## Choosing a level of theory for an ionisation energy

For the small aluminium ring in this table, any of the seven density functionals gives the ionisation energy to within a quarter of an electronvolt of the best value. To do better with good reason takes a coupled-cluster method, preferably CCSD(T), together with a correction for the finite basis. The same CCSD(T) without that correction is no closer than a typical functional, and MP2 in the same basis looks better than it is.

Vertical ionisation energy of CHAlFN (SMILES [F][Al]1[CH]=[N]1), computed with Ansatz 0.2.0 in the gas phase at the neutral's PBE0-D4/def2-TZVP geometry. Cations are unrestricted, and correlated methods keep the cores frozen. The limit is extrapolated from def2-TZVPP and def2-QZVPP, with MP2 supplying the basis correction for coupled cluster.

| level | exact exchange, long range (%) | ionisation energy (eV) | less CCSD(T) at the limit (eV) | cation <S^2> |
| --- | --- | --- | --- | --- |
| PBE-D4/def2-TZVPP | 0 | 8.17 | -0.16 | 0.753 |
| r2SCAN-D4/def2-TZVPP | 0 | 8.10 | -0.23 | 0.757 |
| B3LYP-D4/def2-TZVPP | 20 | 8.28 | -0.04 | 0.755 |
| PBE0-D4/def2-TZVPP | 25 | 8.19 | -0.13 | 0.756 |
| wB97X-V/def2-TZVPP | 100 | 8.20 | -0.12 | 0.756 |
| wB97M-V/def2-TZVPP | 100 | 8.24 | -0.09 | 0.755 |
| B2PLYP/def2-TZVPP | 53 | 8.16 | -0.17 | 0.764 |
| CCSD(T)/def2-TZVPP | n/a | 8.15 | -0.18 | 0.845 |
| CCSD(T)/def2-limit | n/a | 8.33 | 0.00 | n/a |
| CCSD/def2-TZVPP | n/a | 8.09 | -0.23 | 0.845 |
| CCSD/def2-limit | n/a | 8.27 | -0.06 | n/a |
| HF/def2-QZVPP | 100 | 7.16 | -1.17 | 0.845 |
| HF/def2-TZVPP | 100 | 7.15 | -1.17 | 0.845 |
| HF/def2-limit | 100 | 7.16 | -1.17 | n/a |
| MP2/def2-QZVPP | n/a | 8.52 | 0.20 | 0.845 |
| MP2/def2-TZVPP | n/a | 8.42 | 0.09 | 0.845 |
| MP2/def2-limit | n/a | 8.60 | 0.27 | n/a |

The reference is CCSD(T) at the estimated limit of an infinitely large basis, and the errors are differences from it. To see what each level must get right, remove the electron in three steps. First, take it out of its orbital and keep all other electrons frozen. Then let the others relax towards the hole, which stabilises the cation and lowers the ionisation energy. Last, count the correlation energy, the gain that electrons make by avoiding one another: the neutral molecule has more of it to lose, so this step raises the ionisation energy. The comparison assumes that every level removes the electron from the same orbital. The highest occupied orbital lies 3.4 eV (Hartree–Fock) or 4.0 eV (PBE0) above the next, which supports this without proving it.

**Hartree–Fock** contains the first two steps only. Its frozen-orbital value is 8.87 eV, relaxation takes away 1.72 eV, and the table's 7.15 eV remains. That is more than 1 eV too low, and a larger basis moves it by only 0.01 eV. The frozen value lies nearer the reference because the two effects it neglects oppose each other; putting in relaxation alone spoils that balance.

**CCSD(T)** supplies the third step. In the triple-zeta basis, def2-TZVPP, correlation adds 1.00 eV to the Hartree–Fock value and gives 8.15 eV. This is still 0.18 eV below the limit. Electrons that avoid each other at short range need many basis functions to describe the sharp dip in their joint motion, so a small basis loses part of the correlation. It loses more in the neutral, which has more electron pairs, and the ionisation energy comes out too low. CCSD, which leaves out the triple excitations, gives a value lower by another 0.06 eV, so here the basis matters more than the triples.

**MP2** has the same basis error by construction, since the reference takes its basis correction from MP2, and a second error of opposite sign. Compared with CCSD(T) in the triple-zeta basis, it misses 1.02 eV of correlation in the neutral but 1.29 eV in the cation, so it makes the cation too unstable by 0.27 eV. The small basis hides most of this, and the visible error is only 0.09 eV. With a better basis the cover goes, and MP2 moves away from the reference.

A likely source of MP2's trouble is the Hartree–Fock cation on which it builds. The last column gives ⟨S²⟩, which is 0.75 for a pure state with one unpaired electron; here it is 0.845, a sign that states of higher spin are mixed in. MP2 is known to recover too little correlation from such a starting point. CCSD(T) starts from the same cation, but coupled cluster usually repairs most of this fault, so the reference should suffer much less. The functionals' cations are much purer.

The functionals treat correlation through the electron density and have no such sharp dip to build from orbitals, so most of them should need less from the basis. B2PLYP is the exception, as about a quarter of MP2 correlation is part of its recipe. All seven lie below the reference, by 0.13 eV on average. The share of exact exchange seems to matter little for the energy difference in this molecule: PBE has none and PBE0 has 25 %, yet they differ by 0.02 eV.

It matters greatly if one reads the ionisation energy from the highest occupied orbital instead of computing the cation. For PBE this shortcut falls 3.5 eV below the functional's own energy difference; for ωB97X-V the two agree to about 0.01 eV. An orbital energy is the slope of the total energy as the first sliver of an electron leaves. In PBE that slope changes strongly on the way to the cation, because an electron partly repels itself, whereas ωB97X-V, with full exact exchange at long range but much less at short range, keeps it nearly constant. The balance is delicate: the closely related ωB97M-V is off by 0.15 eV, and Hartree–Fock, with full exchange at all distances, errs the other way by 1.72 eV. With PBE or PBE0, therefore, one should always compute both charge states.

The choice then follows from the purpose. To tell whether two species differ by half an electronvolt, a functional is probably enough for molecules like this one. Except for B2PLYP, which adds an MP2 step, its cost is similar to that of Hartree–Fock. It would be unwise to pick B3LYP for its small error here. The form used has VWN-RPA local correlation, which is known to raise ionisation energies and probably explains part of its lead. The reference itself also contains an extrapolated step of about 0.07 eV (0.08 eV from the rounded table), as large as most gaps between the functionals.

For an accuracy near 0.1 eV, CCSD(T) with a basis correction is the sound choice. The reference takes this correction from MP2, on the assumption that both methods gain equally from a larger basis. The saving is considerable. The quadruple-zeta basis raises the number of empty orbitals from 131 to 253, and the cost of CCSD(T) grows as the fourth power of that number, so running it there directly would take about (253/131)⁴ ≈ 14 times the work.

An accuracy of 1 kcal/mol, or 0.04 eV, is finer than the extrapolated step. The direct calculation would test the correction borrowed from MP2, but the step beyond the quadruple-zeta basis would still be extrapolated, so a still larger basis would be needed to check it. The frozen cores and the excitations beyond CCSD(T) may also matter at this accuracy. The differences behind these comparisons are printed below.

Output of the analysis:

```
Hartree-Fock, change from TZVPP to limit, eV: 0.01
MP2, change from TZVPP to QZVPP, eV: 0.1
MP2, change from QZVPP to limit (extrapolated part), eV: 0.08
CCSD(T), change from TZVPP to limit, eV: 0.18
Triples, CCSD(T) less CCSD in TZVPP, eV: 0.06
Correlation part of ionisation energy, MP2 in TZVPP, eV: 1.27
Correlation part of ionisation energy, CCSD(T) in TZVPP, eV: 1
Relaxation, HF orbital value less HF energy difference, eV: 1.722
HF orbital value less reference, eV: 0.5423
Gap below highest occupied orbital, HF, eV: 3.387
Gap below highest occupied orbital, PBE0, eV: 4.02
Correlation that MP2 misses against CCSD(T), neutral, eV: 1.019
Correlation that MP2 misses against CCSD(T), cation, eV: 1.289
Spread of the seven functionals, eV: 0.18
Mean error of the seven functionals, eV: -0.1343
Functionals within 0.1 eV of reference, count: 2
Functionals within 0.25 eV of reference, count: 7
PBE0 less PBE, eV: 0.02
B3LYP less PBE0, eV: 0.09
Energy difference less orbital value, PBE, eV: 3.47
Energy difference less orbital value, r2SCAN, eV: 3.241
Energy difference less orbital value, B3LYP, eV: 2.561
Energy difference less orbital value, PBE0, eV: 2.294
Energy difference less orbital value, wB97X-V, eV: 0.00644
Energy difference less orbital value, wB97M-V, eV: 0.1496
Share of MP2 correlation in B2PLYP: 0.27
Estimated basis error of B2PLYP from that share, eV: 0.0459
Cost of CCSD(T) in QZVPP over TZVPP, fourth power of empty orbitals: 13.91
One kcal/mol, eV: 0.04336
```
